**Q:** I measure Seebeck coefficients to judge how heavily a semiconductor is doped. Here is a calculated set for gallium phosphide, with electrons and holes at three temperatures. Is there one rule behind the numbers?

Seebeck coefficient and conductivity mass of doped zincblende GaP (a = 5.506 Å), calculated with Ansatz 0.2.0 using scalar-relativistic PBE, PAW datasets, a 420 eV plane-wave cutoff and an 8×8×8 k mesh, without spin polarisation. Transport assumes a constant relaxation time and rigid, interpolated bands. Doping is positive for holes, and both quantities are isotropic.

| temperature (K) | doping (1e18 cm^-3) | Seebeck xx (microV/K) | conductivity mass 1 (m_e) |
| --- | --- | --- | --- |
| 300 | -1 | -504 | 0.210 |
| 300 | -10 | -311 | 0.212 |
| 300 | -100 | -152 | 0.233 |
| 300 | -1000 | -51.8 | 0.309 |
| 300 | 1 | 541 | 0.436 |
| 300 | 10 | 344 | 0.436 |
| 300 | 100 | 160 | 0.442 |
| 300 | 1000 | 43.3 | 0.486 |
| 600 | -1 | -628 | 0.252 |
| 600 | -10 | -431 | 0.253 |
| 600 | -100 | -245 | 0.263 |
| 600 | -1000 | -101 | 0.316 |
| 600 | 1 | 630 | 0.453 |
| 600 | 10 | 432 | 0.453 |
| 600 | 100 | 239 | 0.457 |
| 600 | 1000 | 83.8 | 0.493 |
| 900 | -1 | -698 | 0.282 |
| 900 | -10 | -500 | 0.283 |
| 900 | -100 | -307 | 0.289 |
| 900 | -1000 | -142 | 0.325 |
| 900 | 1 | 683 | 0.469 |
| 900 | 10 | 485 | 0.469 |
| 900 | 100 | 290 | 0.473 |
| 900 | 1000 | 119 | 0.502 |

**A:** There is one rule, and the holes follow it closely. The electrons follow it only in part, and where they depart from it they show something about the conduction band. Doping is in units of $10^{18}$ cm$^{-3}$, negative for electrons. The sign of the Seebeck coefficient $S$ only tells which carrier conducts, so I shall compare sizes.

**Q:** Then start with the holes. Why does $S$ fall by about the same amount each time I add ten times more of them?

**A:** The Seebeck coefficient measures how much energy each carrier transports, counted from the chemical potential $\mu$ and divided by $eT$. When carriers are few, $\mu$ lies in the gap, and every carrier must sit well above it (for holes, energy is counted downwards). Adding carriers at fixed temperature means moving $\mu$ towards the band. The number of carriers grows exponentially with that shift, so each factor of ten costs the same step in energy, and hence the same step in $S$.

In formulas, a band whose energy $E$ grows as the square of the wave vector has a density of states proportional to $E^{1/2}$ and a squared velocity proportional to $E$. At constant relaxation time the current is therefore weighted by $E^{3/2}e^{-E/kT}$, whose mean energy is $\tfrac52 kT$. With $n$ carriers per volume and $N=2(mkT/2\pi\hbar^2)^{3/2}$ effective states, $\mu$ lies $kT\ln(N/n)$ outside the band. This gives

$$|S|=\frac{k}{e}\left[\frac52+\ln\frac{N}{n}\right].$$

This is the Pisarenko relation. The mass $m$ in it counts states; it is not the conductivity mass of the table, which tells how easily the carriers accelerate.

**Q:** Can you show me that it works on a row you haven't used?

**A:** Take the hole row at 300 K and doping 1, with 541 µV/K, and predict the one at 900 K and doping 100. The constant $k/e$ is 86.2 µV/K. Tripling the temperature raises $N$ by $3^{3/2}$ and adds $1.5\times86.2\times\ln 3=142$ µV/K, while two factors of ten in doping remove $2\times86.2\times\ln 10=397$ µV/K. The result is $541+142-397=286$ µV/K, and the table has 290.

Most of the small remainder comes from the Pauli principle, which the dilute formula ignores. With full Fermi statistics and a single mass of 1.45 electron masses, obtained by solving the relation for that same starting row, the other eleven hole rows come out within 3 µV/K. The relaxation time and the statistics are the same in model and calculation. The agreement therefore tests the shape of the bands, not whether real holes scatter at a constant rate.

**Q:** But from doping 100 to 1000 at 300 K the holes lose much less than a full step.

**A:** By then $\mu$ has entered the band. States well below it are full and carry no net current, so only carriers within a few $kT$ of $\mu$ count, and their energies lie on both sides of it. The two sides nearly cancel, and what remains is roughly $|S|\approx(\pi^2/2)(k/e)(kT/\mu)$, with $\mu$ now measured from the band edge into the band. This falls as a power of the doping instead of by equal steps. Heating moves the holes back towards the dilute behaviour, because it enlarges $N$: at 900 K the same step costs 171 µV/K, still short of the dilute 198.

**Q:** The top of the valence band isn't one simple band. Why does one mass suffice?

**A:** Without spin-orbit coupling, three valence bands meet at the same energy. If each is quadratic, each has the same powers of $E$, and adding them changes only the total number of states. The mass of 1.45 is a label for that total, which is one reason why it lies above the conductivity mass of 0.436. It isn't the only one: three isotropic bands could make the ratio of the two masses at most $3^{2/3}\approx2.1$, and here it is 3.3. The bands must also be warped, that is, heavier in some directions than in others, which leaves the powers of $E$ unchanged.

Real GaP has a spin-orbit splitting of roughly 0.08 eV, a rough recalled value. That is about three times $kT$ at room temperature, so one of the three bands should hold fewer holes than it does here. The hole values at 300 K and low doping are the most exposed to this omission.

**Q:** Now the electrons. At 300 K and the lowest doping they have the smaller Seebeck coefficient, but at 900 K the larger one. What changes?

**A:** The number of states within their reach grows faster than a quadratic band allows. From 300 to 600 K at doping 1, such a band should gain 90 µV/K. The holes gain 89, but the electrons gain 124. Solving the relation for the electron mass at each temperature gives 1.09, then 1.42, then 1.63 electron masses, whereas for holes the mass stays at 1.45. The two are almost equal at 600 K, and that is where the Seebeck coefficients meet.

**Q:** Does each electron really become heavier, or do electrons move somewhere else?

**A:** The numbers point to other valleys of the conduction band. In this calculation the lowest conduction state lies at Γ, the centre of the zone, where the band is normally a single, nearly isotropic valley. For such a valley the mass that counts states and the mass that carries current should agree. Using the conductivity mass of 0.210 for both would give only about 295 µV/K at 300 K and doping −1, against 504 in the table.

For holes a gap between the two masses is explained by three warped bands meeting. A lone valley at Γ has no such excuse, so heavier valleys slightly higher in energy must already be occupied at 300 K. A light valley has few states, so these valleys are expected to hold most of the electrons even then, and the further growth of the mass on heating probably comes from a second, still higher set. This is an inference: their energies were not printed, and I can't tell from these data where in the zone they lie. The 8×8×8 mesh is also coarse for a light valley, and no test with a denser one is given, so trust the trend of the electron masses more than their exact values.

**Q:** And how do such valleys raise the Seebeck coefficient?

**A:** In two ways. They offer many extra states, so the same number of electrons is held with a lower $\mu$. The electrons in them also sit at a higher energy, so each one transports more energy from $\mu$. Heat lifts a larger share of the electrons into the upper valleys, so the first effect grows with temperature. The second need not, because in $S$ the extra energy is divided by a larger $eT$. Together they still raise $S$ faster than one quadratic band would.

**Q:** Is that also why electrons lead at doping 1000 even at 300 K?

**A:** Very probably. There the filling does what heat does elsewhere: $\mu$ rises well into the conduction band, and the higher, heavier valleys take up more of the electrons. A quadratic band with the mass found at the lowest doping would leave 33 µV/K, but the calculation gives 52. I would trust the direction more than the size, because at this doping a real crystal is unlikely to keep the bands of the pure one.

The conductivity mass tells the same story. At 300 K it rises by 47 % from doping −1 to −1000, but at 900 K by only 15 %, since heat has already spread the electrons over the higher states. Between −1 and −10 it hardly moves at any temperature. Dilute carriers spread over the band in a way set by temperature alone, so adding more of them leaves the average unchanged.

**Q:** Couldn't the light valley simply flatten as one goes up in energy?

**A:** It probably does, and such non-parabolicity would add to the rise of the mass; the table can't separate the two contributions. The holes show such an effect in a mild form, though that doesn't tell how strong it is for the electrons. For quadratic bands with a common edge the conductivity mass would be constant, yet at 300 K it grows by 11 % up to doping 1000. Their Seebeck coefficient hardly registers this, so for these holes the conductivity mass is the more sensitive sign of bands that are not quadratic. For the electrons it is the other way round: from 300 to 900 K at doping −1 the mass deduced from $S$ grows by 50 %, the conductivity mass by 34 %.

**Q:** Suppose I ignored all this and read the electron density from $S$ at 900 K, with the mass found at 300 K.

**A:** You would be wrong by nearly a factor of two. At doping −1 the fixed mass gives a Seebeck coefficient 52 µV/K too small. Because density enters through a logarithm, this becomes a factor of $e^{52/86.2}\approx1.8$, and you would report too few electrons. For holes in this calculation the same shortcut would be harmless.

**Q:** Should I expect to see electrons overtake holes in a real sample?

**A:** Not on the strength of this table. Real GaP has its lowest conduction valleys near the edge of the zone, not at Γ, so this PBE calculation, with its slightly too large cell, has the order of the valleys wrong. By recalled values the other valleys of the real crystal lie several tenths of an eV higher, so real electrons are expected to stay mostly in that one set instead of spreading over several on heating. Scattering between valleys, which a constant relaxation time leaves out, would change the values again. What carries over is the way of reading such data: if the mass deduced from $S$ drifts with temperature, suspect that the carriers are reaching states that a single quadratic edge doesn't contain.
